**Problem.** In the spherical jellium model, $N$ valence electrons move in a uniform positive sphere of charge $N$ and radius $R=r_sN^{1/3}$. The table lists spin-polarised PBEsol results. Write $E(N)$ for $N$ times the energy per electron, $M$ for the number of unpaired electrons, IP for the ionisation energy at fixed background, and $D(N)=E(N+1)+E(N-1)-2E(N)$ for the second energy difference.

Spherical jellium clusters of $N$ electrons (radks radial solver with Libxc, spin-polarised PBEsol, m-averaged shells) in a uniform background of charge $N$ and radius $r_sN^{1/3}$, $r_s=5.93$ bohr. Levels are numbered by radial order for each $l$; the greedy filling can miss a lower state. Ionisation is at fixed background; second differences $E(N+1)+E(N-1)-2E(N)$ are for neutral clusters.

```
electrons  energy per electron (eV)  unpaired electrons  highest level  ionisation energy (eV)  second energy difference (eV)
        1                   -1.4050                   1          1s up                     n/a                            n/a
        2                   -1.5873                   0          1s up                 3.79686                        0.47716
        3                   -1.4890                   1          1p up                 3.06135                       -0.40697
        4                   -1.5417                   2          1p up                 3.35107                       -0.23946
        5                   -1.6211                   3          1p up                 3.48421                        0.31302
        6                   -1.6219                   2        1p down                 3.08553                       -0.25476
        7                   -1.6589                   1        1p down                 3.28330                       -0.15721
        8                   -1.7063                   0          1p up                 3.38907                        0.57381
        9                   -1.6793                   1          1d up                 2.77001                       -0.16160
       10                   -1.6740                   2          1d up                 2.90417                       -0.12736
       11                   -1.6812                   3          1d up                 3.00284                       -0.10366
       12                   -1.6958                   4          1d up                 3.07834                      -0.086143
       13                   -1.7148                   5          1d up                     n/a                        0.29488
       14                   -1.7100                   4        1d down                     n/a                       -0.11850
       15                   -1.7138                   3        1d down                     n/a                      -0.094161
       16                   -1.7230                   2        1d down                 2.99424                      -0.077506
       17                   -1.7356                   1        1d down                 3.05455                      -0.065487
       18                   -1.7505                   0          1d up                 3.10353                            n/a
       20                   -1.7548                   0          2s up                     n/a                            n/a
       21                   -1.7491                   1          1f up                 2.71281                      -0.068634
       22                   -1.7470                   2          1f up                 2.76828                      -0.061046
       23                   -1.7477                   3          1f up                 2.81644                      -0.054775
       24                   -1.7507                   4          1f up                 2.85866                      -0.049450
       25                   -1.7554                   5          1f up                 2.89599                      -0.044941
       26                   -1.7614                   6          1f up                 2.92921                        0.19506
       27                   -1.7598                   5        1f down                 2.72286                       -0.24354
       28                   -1.7670                   6        1f down                 2.71948                        0.18119
       29                   -1.7675                   5        1f down                     n/a                      -0.049038
       30                   -1.7696                   4        1f down                 2.80717                            n/a
       32                   -1.7773                   2        1f down                 2.87596                            n/a
       33                   -1.7826                   1        1f down                 2.90519                      -0.033818
       34                   -1.7885                   0          1f up                 2.93170                            n/a
```

**(a) Explain the sign of $D$ and the jumps of the IP up to $N=25$. Why is a half-filled shell marked as well as a full one?**

*Solution.* A round well has levels 1s, 1p, 1d, 2s, 1f with 1, 3, 5, 1, 7 orbitals, so shells close at 2, 8, 18, 20 and 34. If each shell is filled with up spins first (Hund's rule), the predicted $M$ agrees with every row except 27. At a closed shell up and down levels coincide, and the label "up" in the highest-level column carries no information.

$D$ is the binding $E(N-1)-E(N)$ of the last electron minus that of the next, each arriving with its share of background. For a fixed sphere the second difference would be a charging energy near $e^2/R$, positive and about 2 eV at $N=8$. These clusters stay neutral, so that term is absent, and the negative entries confirm that capacitance is not what $D$ measures. Among the printed values up to $N=25$ it is positive at 2, 5, 8 and 13 only; those at 18, 19 and 20 are missing.

Three effects add. The first is the gap: after a closure the next electron enters a higher level. The second is spin polarisation. Parallel spins avoid each other, and to lowest order the gain is even in the moment, $E_{\rm spin}=-\tfrac14JM^2$, with $J$ an exchange constant. Where $M$ changes steadily, up or down, this adds $-J/2$ to $D$. At a closed shell (moments 1, 0, 1) it also adds $-J/2$. At a half-filled shell the moments run $M-1,\ M,\ M-1$, and

$$-\tfrac14J\,[\,2(M-1)^2-2M^2\,]=JM-\tfrac12J .$$

The third effect is a smooth negative term shared by neighbouring rows. Subtracting the mean $D$ of the two neighbours therefore leaves the gap at a closed shell and $JM$, the exchange splitting of up and down levels, at a half-filled one.

The $N=8$ run allows a test. Its 1p and 1d eigenvalues are $-2.353$ and $-1.622$ eV, a gap of 0.731 eV, while $D(8)$ stands 0.733 eV above its neighbours. The match supports the gap as the cause for this row; agreement to the third decimal is closer than the argument deserves, since the two neighbours belong to different shells.

At the half-filled shells $J$ is read directly from the differences, with no fitting. The peak at $N=5$ stands 0.560 eV $=3J$ above its neighbours and that at $N=13$ stands 0.397 eV $=5J$, so $J$ is 0.187 and 0.079 eV. A moment spread over the whole cluster gains an energy proportional to $N(M/N)^2$, which argues for $J\propto1/N$, and $JN$ is indeed 0.93 and 1.03 eV. A half-filled shell of $2l+1$ orbitals should then peak by roughly $(2l+1)/N$ eV above its neighbours at this density.

Averaged over the rows on either side of $N=5$ and $N=13$, exchange supplies just under 40% of the negative $D$. Since $J$ itself shrinks as $N$ grows, the share should be smaller just before the half-filled shell and larger just after it. For the rest, theory points to the widening well. The depth is set by the fixed density, while the kinetic energy $\varepsilon$ of a given level scales as $R^{-2}\propto N^{-2/3}$, so the level being filled sinks by $\tfrac23\varepsilon/N$ per added electron. With $\varepsilon$ of order 1 eV this has the sign, the order of magnitude and the $1/N$ form that is needed; $ND$ lies between $-0.96$ and $-1.66$ eV in all rows with negative $D$ apart from 27. Whether the spherical averaging of a partly filled shell, with its semilocal self-interaction, contributes too is a guess that these data can't test.

The sinking and the jumps nearly cancel over a shell, because the binding of the last electron must stay near a bulk value. It is 2.038 eV at $N=8$ and 2.004 eV at $N=18$, so $D(8)$ to $D(17)$ sum to only 0.034 eV although the two peaks among them contribute 0.574 and 0.295 eV. The IP shows the same sawtooth: it climbs while one spin-shell fills and falls when the next opens, by 0.399 eV from 5 to 6 and by 0.619 eV from 8 to 9.

The closures at 18 and 20 have no printed $D$ and can't be ranked singly, but together they are weaker than the one at 8. The energies of $N=17$, 18, 20 and 21 give $D(18)+D(19)+D(20)=0.369$ eV, good to 0.004 eV from rounding, which is less than $D(8)$ alone. In the $N=8$ run the empty 2s level lies almost midway between 1d and 1f (0.425 and 0.412 eV), and a larger sphere compresses such gaps further, which argues for two small steps in place of one large one.

The energy per electron averages all this over $N$ and adds a downward drift, 0.30 eV from $N=1$ to 8 and 0.08 eV from 8 to 34, as the share of poorly bound surface electrons shrinks. A peak in $D$ shows as a dip only if it beats the drift: it does at 2, 8, 13 and 20, while at 5 the curve merely flattens.

The half-shell peaks and large moments depend on the enforced spherical shape. A half-filled shell of parallel spins is itself round, but a distorted cluster that splits the shell and pairs the spins may lie lower, and other open shells tend to distort of their own accord (Jahn–Teller effect). These features therefore need not survive outside the model. Full shells have no such distortion to gain from.

**(b) $D$ is positive at 26 and 28 and negative at 27. Are 26 and 28 magic numbers?**

*Solution.* They aren't. Both have six unpaired electrons in the open 1f shell, and the fault lies in the row between them. Hund filling gives seven up spins at $N=27$, whereas the run has $M=5$ with 1f down highest. Six up and one down is the natural reading, though an inferred one. The filling is found by a greedy search, which can stop in a state that isn't the lowest. If $E(27)$ is too high by $\delta$, then $D(26)$ and $D(28)$ are raised by $\delta$ and $D(27)$ is lowered by $2\delta$, which is the pattern seen.

Three routes give $\delta$. Continuing the last step of $D$ linearly from 24 and 25 gives $D(26)=-0.040$ eV, so $\delta=0.195+0.040=0.235$ eV. Continuing the shrinking IP increments from 24 to 26 in the same way gives 2.958 eV at 27 against the tabulated 2.723 eV, again 0.235 eV; this assumes that the cation has six up spins in 1f, so that only the neutral is in error.

The third route uses the moments 5, 6, 5, 6, 5 of $N=25$ to 29. The spin term is $-\tfrac14J(25+25-72)=+5.5J$ at 26 and 28 and $-5.5J$ at 27. The mean of the neighbours, 0.188 eV, lies 0.432 eV above $D(27)$, so $11J=0.432$ eV and $J=0.0392$ eV. Then $JN=1.06$ eV, in line with the 1p and 1d shells, and turning one spin over from $M=7$ to $M=5$ costs $\tfrac14J(49-25)=6J=0.235$ eV.

The routes share some rows and each takes the smooth term as well behaved, so about 0.24 eV is the fair statement. Removing it gives $D=-0.040,\ +0.227,\ -0.054$ eV at 26, 27, 28: one half-shell peak, with $D(28)$ joining on to $D(29)=-0.049$ eV, a value used by none of the routes. The energy per electron at 27 becomes about $-1.7685$ eV, which moves the dip from 26 to 27, and the IP drop moves from 26→27 (0.206 eV as tabulated) to 27→28 (0.239 eV). These corrected values are estimates, not a run. The tabulated row 27 very probably describes a spin-flipped state above the ground state, and should be left out of the ground-state trend.

**(c) Why does the IP of the closed shells fall with size, and why is it about 1 eV larger than minus the highest eigenvalue at $N=8$?**

*Solution.* Ionisation leaves the background in place, so charging now enters. Remove a fraction $q$ of an electron from the highest level. The cluster is metallic and spreads the charge over its surface, which lowers the level by $qe^2/R$. Since the eigenvalue is the derivative of the energy with respect to occupation (Janak's theorem), integration from $q=0$ to 1 gives

$$\mathrm{IP}\approx-\varepsilon_{\rm H}+\frac{e^2}{2R},$$

with $\varepsilon_{\rm H}$ the highest occupied eigenvalue of the neutral. There is no free parameter. For $N=8$, $R=5.93\times2=11.86$ bohr and $e^2/2R=1/23.72$ hartree $=1.147$ eV. The calculation gives $3.389-2.353=1.036$ eV, so the estimate is 11% high relative to the computed value. The sign of the error is what spill-out implies: 1.06 electrons of this cluster lie outside the background, so the charge sits at a larger radius than $R$. That cause is argued, and the test rests on one row.

With the exact functional $-\varepsilon_{\rm H}$ would equal the IP. A semilocal functional lets the energy curve smoothly with fractional charge, as a classical capacitor does, and so places the level too high. The IP should be taken from the energy difference, as in the table, and not from the eigenvalue.

Charging accounts for most of the size trend. From $N=8$ to 34 the IP falls by $3.389-2.932=0.457$ eV and $e^2/2R$ by $1.147-0.708=0.439$ eV, and IP $-\,e^2/2R$ is 2.24, 2.23 and 2.22 eV at 8, 18 and 34. This is no bulk work function: the subtracted term is 11% off at $N=8$, and closed shells sit at the tops of the sawtooth, with 1.67 eV at $N=9$ and 1.88 eV at $N=21$. Nor does the near-constant value extend to $N=2$ (1.98 eV). Two electrons hardly form a screening metal surface, and no eigenvalue is given there to test the formula, so it shouldn't be used to split the IP drop from 2 to 3, 0.736 eV, into a charging part and a shell part.
